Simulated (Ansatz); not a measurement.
**The HOMO–LUMO gap down a group: C to Ge**

All atoms of one element are swapped for its congeners: C4H10 (butane) `CCCC`; Si4H10 (tetrasilane) `[SiH3][SiH2][SiH2][SiH3]`; Ge4H10 `[GeH3][GeH2][GeH2][GeH3]`. All are singlets with charge 0.

Shapes, held fixed at every level: PBE0-D4/def2-TZVP. Flexible molecules stand in one conformer, not always the lowest. Programs: Ansatz 0.2.0. Values in eV.

(1) How should the HOMO–LUMO gap change along the series?

Answers

(1) At wB97X-V/def2-TZVPP the HOMO–LUMO gap falls at every step, from 14.58 to 11.64 eV. 4 of 6 levels show this order throughout; 4 agree on the largest and the smallest. Relativity is left out for Ge. Orbital gaps aren't excitation energies, and the LUMO depends on the basis.

```csv
level,C4H10,Si4H10,Ge4H10
SPW92/def2-TZVPP,7.90,5.66,5.64
PBE-D4/def2-TZVPP,8.07,5.73,5.75
r2SCAN-D4/def2-TZVPP,9.17,6.17,6.28
B3LYP-D4/def2-TZVPP,9.75,7.23,7.10
wB97M-V/def2-TZVPP,14.01,11.25,11.19
wB97X-V/def2-TZVPP,14.58,11.77,11.64
```

The robust result is the large drop from butane to tetrasilane, which every functional reproduces. Tetrasilane and tetragermane are nearly degenerate: PBE and r2SCAN place the germanium gap slightly above the silicon one, while the other four place it slightly below. A fall at every step is therefore not established, only a break after carbon.

This pattern fits the valence shells. Carbon's compact 2s and 2p orbitals form strong, short σ bonds with a deep-lying HOMO. In the heavier chains, the more diffuse orbitals overlap less, which raises the skeletal σ level and makes low-lying σ* combinations available; coupling between neighbouring σ bonds probably narrows the gap further. From silicon to germanium the change is small because the filled 3d shell screens the nuclear charge poorly, keeping germanium's valence orbitals compact and its bonds only modestly longer and weaker than silicon's. The gaps alone don't show how much of the initial drop comes from a higher HOMO and how much from a lower LUMO.
